To decide which of several nitriles R–CN gives up its cyano group most easily by homolysis, a chemist has two cheap clues: the length of the C–CN bond in the optimised molecule and the structure of the radical R left behind. These seven molecules put both clues to the test. Among the six rows with a saturated carbon, the length says almost nothing about the bond energy. The radical explains the weakest bond, that of allyl, while in the rows with a halogen or oxygen on the carbon part of the weakening may already lie in the molecule. The choice among the three dispersion-corrected functionals moves the absolute values by up to 5.2 kcal/mol and leaves the order unchanged.

Homolysis of the R–CN bond in closed-shell nitriles into the doublet radicals R and CN (gas phase, Ansatz 0.2.0); * in the SMILES marks the broken bond. Bond energies are electronic, without zero-point terms, from PBE-D4, r2SCAN-D4 and B3LYP-D4 with the def2-TZVPP basis at PBE0-D4/def2-TZVP geometries, with open shells unrestricted.

| R (SMILES) | R-X | atoms on C | length of the bond broken (Å) | sum of bond angles at the radical centre of R (°) | <S^2> of R, unrestricted HF | PBE-D4 (kcal/mol) | r2SCAN-D4 (kcal/mol) | B3LYP-D4 (kcal/mol) |
| --- | --- | --- | --- | --- | --- | --- | --- | --- |
| *CBr | C2H2BrN | Br C H H | 1.444 | 360 | 0.769 | 119.1 | 114.9 | 119.3 |
| *C#C | C3HN | C C | 1.369 | n/a | 1.108 | 162.0 | 156.8 | 161.0 |
| *CC=C | C4H5N | C C H H | 1.452 | 360 | 0.948 | 109.0 | 104.4 | 108.7 |
| *CCOC | C4H7NO | C C H H | 1.453 | 360 | 0.763 | 124.5 | 120.2 | 124.4 |
| *C(F)(F)F | C2F3N | C F F F | 1.482 | 334 | 0.754 | 113.4 | 110.7 | 113.7 |
| *CF | C2H2FN | C F H H | 1.461 | 355 | 0.761 | 119.7 | 116.0 | 119.7 |
| *COC | C3H5NO | C H H O | 1.471 | 354 | 0.762 | 117.0 | 114.3 | 117.3 |

The bond energy D is the electronic energy of R plus CN less that of R–CN, each species relaxed, without zero-point, thermal or spin-orbit terms, so it is not an enthalpy. The CN radical is the same in every row, and any error in it drops out of differences between rows. A row therefore has a weak bond either because R gains stability once the bond is gone or because the molecule was destabilised beforehand. In the SMILES column hydrogens are implicit, so `*CBr` is CH₂Br. The angle sum is 360° for a planar radical centre, and ⟨S²⟩ is 0.75 for a pure doublet. Energies below are PBE-D4 values in kcal/mol unless another column is named.

### The yardstick and the weakest bond: CH₂CH₂OCH₃ and allyl

The 2-methoxyethyl row, `*CCOC`, has the strongest bond of the six saturated carbons, 124.5. Its radical is planar, with the odd electron in a carbon p orbital whose neighbour, a CH₂ group, offers neither a π bond nor a lone pair. It serves as the yardstick, and the shifts quoted here are measured from it. They are differences in bond energy and not absolute stabilisations of a radical, since the intact molecules can contribute and the yardstick radical has C–H and C–O bonds of its own to interact with.

Allyl, `*CC=C`, is the cleanest comparison in the table. The carbon carries the same atoms, both radicals are planar, and the bond lengths differ by 0.001 Å, yet the bond is weaker by 15.5 to 15.8 in the three functionals. The numbers thus show that the weakening is invisible in the length of the intact bond. The cause is standard allyl resonance: in the molecule the CH₂ group is saturated and insulates the double bond, and in the radical its p orbital joins a three-centre π system. That gain appears only after the bond breaks, so it lowers D without stretching the bond. The computed conformer helps to keep the two apart: its C–CN bond lies in the plane of the double bond, where it cannot mix with the π orbitals.

Hückel theory puts a number δ on the gain, in units of the C–C coupling |β|. The three allyl levels lie at √2, 0 and −√2 in binding energy, with two electrons in the first and one in the second. An isolated double bond binds its pair by 2 and an isolated p electron by 0, so δ = 2√2 − 2 = 0.828.

### Lone-pair neighbours: CH₂OCH₃, CH₂Br, CH₂F

These three rows lie between the yardstick and allyl, lower by 7.5, 5.4 and 4.8. A lone pair next to the radical centre mixes with the half-filled p orbital into a bonding and an antibonding combination. Two of the three electrons go down and one goes up, which leaves a net half π bond. The gain is larger the closer the lone pair lies to the carbon level and the better the two orbitals overlap, so oxygen should outdo the more tightly bound lone pair of fluorine, as it does in all three columns.

With the lone pair lying h below the carbon level and a coupling k, both in units of |β|, the two levels bind by x± = h/2 ± √(h²/4 + k²). The gain is the energy of three electrons in these levels less that of the unmixed pair:

δ = 2x₊ + x₋ − 2h = √(h²/4 + k²) − h/2, and D = D₀ − b·δ.

D₀ and b were fitted to the five rows with a CH₂ radical centre, with rough recalled values of h and k; the analysis output below lists every residual. For ether oxygen these values are h = 2.0 and k = 0.8, and the row, which was part of the fit, works out as

δ = √(1 + 0.64) − 1 = 0.281, D = 122.2 − 16.3 × 0.281 = 117.6 kcal/mol.

The table has 117.0, which is 0.6 below the model. Over the five rows the root-mean-square misfit is 1.4 on a spread of 15.5, good for so crude a picture but far above the rounding of the table. A fit of this kind shows only that delocalisation can describe the numbers. D₀ and b are fitted constants, and they can absorb a weakening that really lies in the molecule.

Allyl pulls hardest on the slope, so the sharper test leaves it out. The four remaining rows then give b between 15.8 and 21.6, depending on the functional, so the slope is poorly fixed. They still place allyl lowest, the table lying between 0.8 below and 4.1 above the prediction.

The model fails visibly for bromine, whose bond is 2.0 to 2.5 weaker than predicted, enough for the model to put CH₂Br and CH₂F in the wrong order. In the same calculation the C–Br distance shrinks from 1.94 Å in the molecule to 1.84 Å in the planar radical. That fits a partial π bond stronger than the recalled coupling allows, but the change from sp³ to sp² carbon shortens the bond as well, and the two are not separated here. Bromine is treated with all its electrons and without scalar relativity or spin-orbit coupling. The gap between CH₂Br and CH₂F, about one kcal/mol or less, is therefore given no cause.

The second misfit is the yardstick itself, 1.8 to 2.3 stronger than the line, which means that the lone-pair rows as a group sit further below it than delocalisation suggests. The molecule side may contribute. Across CH₂CH₂OCH₃, CH₂F, CH₂OCH₃ and CF₃ the bond lengthens from 1.453 to 1.482 Å while D falls at each step, although these four rows were picked out after the pattern was seen. CH₂Br does not follow it: its bond is the shortest of the six saturated carbons, 1.444 Å, yet it lies 7.9 below a straight line through the four. A likely reason for the trend in the four, not computed here, is that an electronegative atom on the same carbon as CN weakens the bond already in the molecule. Known C–H bond energies point that way: the C–H bond of CH₃F is about as strong as that of ethane, so by this measure CH₂F is hardly more stabilised than a primary alkyl radical. Its lone pair does help, but the C–H bonds next to an alkyl radical centre help about as much.

The methoxymethyl value is also a net figure. The computed conformer of CH₃OCH₂CN is gauche, with a C–O–C–C torsion of 66°, which lines an oxygen lone pair up with the antibonding orbital of the C–CN bond. This anomeric interaction is known to stabilise such molecules while it lengthens the bond that accepts the electrons. It would thus raise D, against the stabilisation of the radical, and a longer bond need not be a weaker one. Its size is not tested here, and the single conformer need not be the lowest.

### The pyramidal radical: CF₃

Trifluoromethyl has the second weakest bond, 11.1 below the yardstick, and its radical has a different shape from the CH₂ radicals. The angle sum falls 26° short of planar, against 5° for CH₂F and 6° for CH₂OCH₃. The standard reading is that fluorine draws carbon p character into the C–F bonds, so the odd electron takes up s character and the centre folds. A folded centre overlaps less well with the lone pairs, and the planar π picture loses its basis.

The row was left out of the fit for that reason. Treated as planar with three fluorine donors, the model comes within 1.8 of the table, and with no delocalisation at all it is 8.8 too high. The first agreement is no evidence of resonance, because it rests on a shape that the radical does not have. A recognised contributor is the repulsion between two electron-withdrawing groups, CF₃ and CN, joined through two electron-poor carbons, and the longest bond of the table is consistent with it. Known C–H bond energies also point to the molecule: the C–H bond of CHF₃ is stronger than that of ethane, so by this measure CF₃ is not a specially stabilised radical. How the weakening divides between molecule and radical is not computed here.

### The top of the range: ethynyl

The bond in cyanoacetylene is the strongest, 162.0, and the shortest, 1.369 Å, and it lies 37.5 above the yardstick. Established theory gives three effects that add. An sp hybrid holds its electrons closer to the nucleus and overlaps better along the axis than an sp³ hybrid, the two triple bonds conjugate across the link in both π planes, and homolysis leaves the odd electron in a σ orbital at right angles to the π system, where no resonance can reach it. The σ character of the ethynyl radical is taken here from that standard picture.

The Hückel line, which was not fitted to this row, counts only the lost conjugation. Two butadiene-like interactions give δ = −0.944 and a predicted 137.6, which is 24.4 below the table. The shortfall shows that a π-only model fitted to sp³ carbons cannot carry a change of hybridisation, and it should not be read as the size of the σ effect. This row also explains why length looks useful at first sight: a straight line of D against length has R² = 0.86 for all seven rows, nearly all of it owed to ethynyl.

Without ethynyl that R² drops to 0.07. The ⟨S²⟩ column is no better a guide, since its two high values, 1.108 for ethynyl and 0.948 for allyl, belong to the strongest and the weakest bond. In unrestricted Hartree–Fock the odd electron polarises any neighbouring π bond, whether or not it is delocalised into it. The column also need not describe the density-functional radicals: for CH₂Br all three functionals stay closer to the pure doublet than its 0.769.

### Across the three energy columns

B3LYP-D4 stays within 1.0 of PBE-D4 in every row, and r2SCAN-D4 is lower than PBE-D4 in every row, by 2.7 to 5.2. For CH₂Br the dispersion correction accounts for about a quarter of that gap, and the rest comes from the functionals evaluated at the common PBE0 geometry. Agreement between two columns does not make them right, since they can share an error.

Shifts from the yardstick are steadier than absolute values, and they agree among the columns to 1.6 or better (11.1 against 9.5 for CF₃ is one of the two widest cases). The large steps thus do not hang on the choice among these functionals: allyl at the bottom, the CH₂ radicals with a lone-pair neighbour in the middle, the σ radical on an sp carbon at the top. Among the saturated carbons only the weak bond of allyl is traced to the radical with some confidence. For CF₃, second from the bottom, and for the lone-pair rows the share of the molecule remains open. The order is least secure within the lone-pair group, where r2SCAN-D4 separates CH₂OCH₃ from CH₂Br by only 0.6.

Printed output of the fit:

```
energies in kcal/mol; triples are PBE r2SCAN B3LYP; rounding 0.05 per value, 0.1 per difference
row, shift from *CCOC (triple), PBE-r2SCAN, B3LYP-PBE
*CC=C       -15.5  -15.8  -15.7 | +4.6 -0.3
*C(F)(F)F   -11.1   -9.5  -10.7 | +2.7 +0.3
*COC         -7.5   -5.9   -7.1 | +2.7 +0.3
*CBr         -5.4   -5.3   -5.1 | +4.2 +0.2
*CF          -4.8   -4.2   -4.7 | +3.7 +0.0
*CCOC        +0.0   +0.0   +0.0 | +4.3 -0.1
*C#C        +37.5  +36.6  +36.6 | +5.2 -1.0
span strongest - weakest:  +53.0  +52.4  +52.3
*CF - *CBr:   +0.6   +1.1   +0.4 ; *CBr - *COC:   +2.1   +0.6   +2.0
shift ratio CF3 / CH2F:   +2.3   +2.3   +2.3
Hueckel fit D = D0 - b*delta on the five CH2-centred rows
PBE     D0 122.2 b 16.3 rms 1.4 worst *CCOC +2.3
r2SCAN  D0 118.4 b 16.8 rms 1.4 worst *CBr -2.5
B3LYP   D0 122.3 b 16.7 rms 1.3 worst *CCOC +2.1
row, delta, table minus model (triple)
*CC=C      +0.828   +0.3   -0.1   +0.2 
*C(F)(F)F  +0.429   -1.8   -0.5   -1.4 not fitted
*COC       +0.281   -0.6   +0.6   -0.3 
*CBr       +0.058   -2.1   -2.5   -2.0 
*CF        +0.155   +0.1   +0.2   -0.0 
*CCOC      +0.000   +2.3   +1.8   +2.1 
*C#C       -0.944  +24.4  +22.5  +22.9 not fitted
CF3 with delta = 0, table minus model:   -8.8   -7.7   -8.6
fit without allyl: b  +21.6  +15.8  +20.6 ; allyl table minus model   +4.1   -0.8   +3.0
straight line of PBE energy against bond length or UHF <S^2>
length, all 7  slope -444 per unit, R^2 0.86, rms 6.1, worst *CC=C -12.5
length, 6 sp3  slope -102 per unit, R^2 0.07, rms 4.7, worst *CC=C -9.0
length, 5 CH2  slope -7 per unit, R^2 0.00, rms 5.1, worst *CC=C -8.9
length, 4 O/F  slope -367 per unit, R^2 0.97, rms 0.7, worst *CF -1.1
<S^2>, all 7   slope +93 per unit, R^2 0.53, rms 11.2, worst *CC=C -24.8
O/F line, table minus line: *CBr -7.9, *CC=C -15.1, *C#C +7.5
length *CCOC - *CC=C 0.001 A; *CCOC - *C#C 0.084 A; range of 6 sp3 rows 0.038 A
shortfall of angle sum from 360 deg: *CBr 0, *CC=C 0, *CCOC 0, *C(F)(F)F 26, *CF 5, *COC 6
*CBr D4 part of D:   +1.4   +0.3   +2.2 ; D without D4: 117.7 114.6 117.1
*CBr PBE-r2SCAN 4.2, of which D4 1.0
C-Br: molecule 1.94 A, radical 1.84 A, change -0.10 A (coordinates to 0.01 A)
CH3OCH2CN torsion C-O-C-C 66 deg
```
